The band gap is the energy from the highest filled level to the lowest empty one, whatever their wave vectors; the least direct gap is the smallest such distance at one and the same wave vector. Both were computed for layered WSe$_2$ with a semilocal density functional and spin-orbit coupling, over a set of cells scaled uniformly in all three directions. The ratio c/a of the cell edges is therefore fixed. The atoms do not simply scale with the cell: they were first relaxed inside it, with a dispersion correction added to the functional, so the layers become thinner as the edges grow. The cell at 20.663 Å³/atom is the unstrained one, and each neighbouring row differs by one per cent of its edge length.

WSe2 (P6_3/mmc, 6 atoms per cell) under uniform strain, computed with Ansatz 0.2.0 using r2SCAN with spin-orbit coupling, PAW and a 500 eV plane-wave cutoff, with atoms relaxed at r2SCAN-rVV10. The k mesh is 12×12×2, with Fermi-Dirac smearing of 0.02 eV. Gaps are the least found over the mesh, named k points and any paths between them.

| volume (Å³/atom) | c/a | shortest distance (Å) | band gap (eV) | least direct gap (eV) |
| --- | --- | --- | --- | --- |
| 18.282 | 3.9848 | 2.499 | 0.844 | 1.602 |
| 18.859 | 3.9848 | 2.507 | 0.913 | 1.645 |
| 19.448 | 3.9848 | 2.515 | 0.972 | 1.601 |
| 20.050 | 3.9848 | 2.523 | 1.023 | 1.505 |
| 20.663 | 3.9848 | 2.530 | 1.066 | 1.391 |
| 21.290 | 3.9848 | 2.538 | 1.100 | 1.276 |
| 21.928 | 3.9848 | 2.546 | 0.981 | 1.166 |
| 22.579 | 3.9848 | 2.554 | 0.840 | 1.062 |
| 23.244 | 3.9848 | 2.562 | 0.705 | 0.967 |

The band gap rises as the cell grows, reaches 1.100 eV at 21.290 Å³/atom, and then drops. The turn is abrupt: the last step upward is 0.034 eV, and the next step is 0.119 eV downward. The least direct gap has its maximum elsewhere, at 18.859 Å³/atom, and is already falling while the band gap still rises. The two maxima therefore need separate explanations.

### Two limits, two conduction valleys

The smaller and the larger cells differ in where their lowest empty state lies. The top of the valence band is at Γ, the centre of the Brillouin zone, in every row. Up to 21.290 Å³/atom the conduction minimum sits in a valley roughly halfway between Γ and the zone corner K, here called Λ. In the two largest cells it sits at K itself.

The location of the minimum is not given for the row at 21.928 Å³/atom, but two signs place it at K. Its gap lies on the falling branch. Also, a search between the points of the k mesh no longer lowers the gap there, whereas it does in all smaller cells. That is the behaviour of a minimum at K, which is a mesh point, while Λ falls between mesh points.

The band gap is then the lower of two smooth curves,

$$E_g(s)=\min\left[E_{\Gamma\Lambda}(s),\,E_{\Gamma K}(s)\right],$$

where $s$ is the change of edge length in per cent, and the subscripts name the valence top and the conduction valley. The first curve climbs gently and the second falls steeply. A kink appears where they cross, although nothing sudden happens to either valley.

### Why one valley rises and the other falls

The steep branch can be understood from the character of its two end states. That character is taken from general knowledge of this family of crystals, not from these runs: the valence top at Γ and the conduction edge at K both contain much of the tungsten $d_{z^2}$ orbital. At Γ the orbitals on neighbouring tungsten atoms of a layer combine in phase and bond. At K their phases make the combination antibonding. Stretching the layer weakens both effects, so the bonding state rises, the antibonding state falls, and the gap between them closes.

This argument gives the direction but not the size. If the gap simply followed the direct overlap of $d$ orbitals, it would fall with about the fifth power of the edge length. In the last three rows it falls with about the seventeenth. The selenium atoms also take part in these states, and the gap is a difference between larger energies, which magnifies relative changes. The calculation does not separate these contributions.

The gentle branch is best read as a contest. The Λ state bonds between in-plane tungsten orbitals, so stretching should raise it. It also interacts with the neighbouring layer, which pushes it down and pushes the Γ top up. This interaction weakens as facing selenium planes move apart, from 2.9 Å in the smallest cell to 3.6 Å in the largest, and the gap opens. The rise of the Γ top caused by in-plane stretching works against this. Since the interaction between layers fades with distance, each further step gains less from its loss, which could explain why the upward steps shrink. This account rests on theory, because in-plane strain, layer thickness and layer spacing change together in every row.

For the stretched cells the numbers allow a sharper statement. Let $\Delta$ be the height of the valence top at Γ above the valence top at K. When the conduction minimum is at K, $\Delta$ is the least direct gap minus the band gap, provided the direct gap is also at K. It grows from 0.185 to 0.262 eV over the last three rows. Separating the layers should lower the Γ top and reduce $\Delta$, so changes within the layer must prevail here.

The same relation shows what closes the gap. Each further per cent of edge length lowers it by 0.138 eV. About 0.10 eV of this is the conduction edge at K approaching the valence top at K. The remaining 0.04 eV or so comes from the Γ top rising above the K top.

### Where the valleys cross

The position of the K valley can be estimated for the row at the maximum, where it is not the lowest. The offset is $1.166-0.981=0.185$ eV at $s=2$ and $1.062-0.840=0.222$ eV at $s=3$. Continuing this straight line back by one step gives

$$\Delta(1)\approx 2\times0.185-0.222=0.148\ \text{eV}.$$

Subtracting this from the direct gap in the row at 21.290 Å³/atom gives

$$E_{\Gamma K}(1)\approx1.276-0.148=1.128\ \text{eV}.$$

The K valley thus lies 0.028 eV above Λ, whose gap is 1.100 eV. Continuing the falling band gap itself back by one step gives 0.022 eV. The two routes are not independent, since both continue the same stretched rows in a straight line. The k mesh supplies a firmer bound. Both Γ and K are mesh points, and the smallest gap on the mesh in this cell is 1.125 eV, so K must lie at least 0.025 eV above Λ. The first estimate meets this bound, while the second falls just short of it.

For the Λ branch, a parabola in $s$ was fitted to the six rows with their minimum there, including the one just used. It reproduces them to within 0.001 eV, but with three constants for six smooth values this describes the branch and does not test its cause. Carried on to $s=2$, it puts Λ 0.145 eV above the computed gap. Linear interpolation between the two separations then places the crossing at

$$s\approx1+\frac{0.028}{0.028+0.145}\approx1.16,$$

or about 21.4 Å³/atom. The full output of the analysis follows this text.

The crossing also explains why the first downward step is smaller than the second. Between 21.290 and 21.928 Å³/atom the gap still climbs a little along the Λ branch before it turns down along the K branch. The highest gap of the series therefore lies slightly beyond the largest tabulated value.

For electrons added to the crystal, the crossing matters more than the height of the maximum. At 21.290 Å³/atom the two valleys are separated by about the thermal energy at room temperature, 0.026 eV, so both would hold electrons. One per cent further, K is clearly preferred. The exact strain at which this happens is less certain, since another functional may shift the two valleys against each other. Semilocal functionals also usually give gaps that are too small.

The way the cell is strained matters as well. Fixed c/a is not hydrostatic pressure: in the smallest cell the compressive stress within the layers is more than twice that across them. Under equal pressure from all sides the soft spacing between layers would shrink more than the layers themselves. The slopes found here are therefore not pressure coefficients, nor do they describe a film stretched only in its plane.

### The earlier maximum of the direct gap

The least direct gap does not notice the exchange of valleys. It lies at K in every row for which its location is given, on both sides of the crossing. From the unstrained cell onward it falls by roughly 0.1 eV per step, as expected if the antibonding conduction state at K comes down when the layer is stretched.

Carried into compression, the same picture would make the direct gap keep growing. It does so at first, but the growth fades and then reverses in the smallest cell. The change of slope is spread over several steps, unlike the sharp kink of the band gap. Another state at K may be approaching the band edge and mixing with it. The neighbouring layers, which come closer in the same rows, may also push up the valence top at K. Neither cause is tested here: that would take the energies and orbital characters of the levels at K, which are not part of the data used.

The two gaps come closest where the valleys nearly meet. Their difference shrinks from $1.602-0.844=0.758$ eV in the smallest cell to $1.276-1.100=0.176$ eV at 21.290 Å³/atom, and then grows again. Stretching first brings the conduction minimum to K, but it also lifts the valence top at Γ further above the one at K. The material therefore stays indirect throughout the series: moving one band edge to K is not enough while the other remains at Γ.

Printed output of the fit:

```
Steps per 1 % of edge length and layer geometry:
     row  strain %  gap step eV  direct gap step eV  gain off mesh eV  layer thickness Å  Se plane spacing Å
  18.282        -4          n/a                 n/a           0.04963              3.406               2.905
  18.859        -3        0.069               0.043           0.04275              3.388               2.989
  19.448        -2        0.059              -0.044           0.03738               3.37               3.073
   20.05        -1        0.051              -0.096           0.03202              3.352               3.157
  20.663         0        0.043              -0.114           0.02791               3.33               3.245
   21.29         1        0.034              -0.115           0.02534               3.31                3.33
  21.928         2       -0.119               -0.11           0.00037               3.29               3.416
  22.579         3       -0.141              -0.104           0.00019               3.27               3.502
  23.244         4       -0.135              -0.095          -0.00016              3.249               3.589
fit of band_gap on 6 rows (strain < 1.5): constant 1.066 +/- 0.00022, coefficient of strain 0.03834 +/- 0.00021, coefficient of strain**2 -0.004268 +/- 6.4e-05; rms 0.000278, worst 18.859 -0.000536, leave-one-out rms 0.000693
  rows outside the fit (model, value, miss): 21.928 1.126, 0.981, 0.145; 22.579 1.143, 0.84, 0.303; 23.244 1.151, 0.705, 0.446
Gap change per 1 % of edge, K valley, last three rows (eV): -0.138
Direct gap change per 1 % of edge, same rows (eV): -0.0995
Growth of valence offset Gamma above K per 1 % of edge, same rows (eV): 0.0385
Valence offset Gamma above K at +2 % (eV): 0.185
Valence offset Gamma above K at +4 % (eV): 0.262
K valley above the other valley at +1 %, gap continued back (eV): 0.022
K valley above the other valley at +1 %, from direct gap and offset (eV): 0.028
Thermal energy at 300 K (eV): 0.02585
Estimated crossing of the valleys, edge strain (%): 1.162
Estimated crossing of the valleys, volume (Å³/atom): 21.39
Power of edge length that the Gamma-K gap follows from +2 to +4 % (direct d-d overlap would give about -5): -17.01
Growth of cell edges over the series (%): 8.333
Growth of W-Se distance over the series (%): 2.521
```
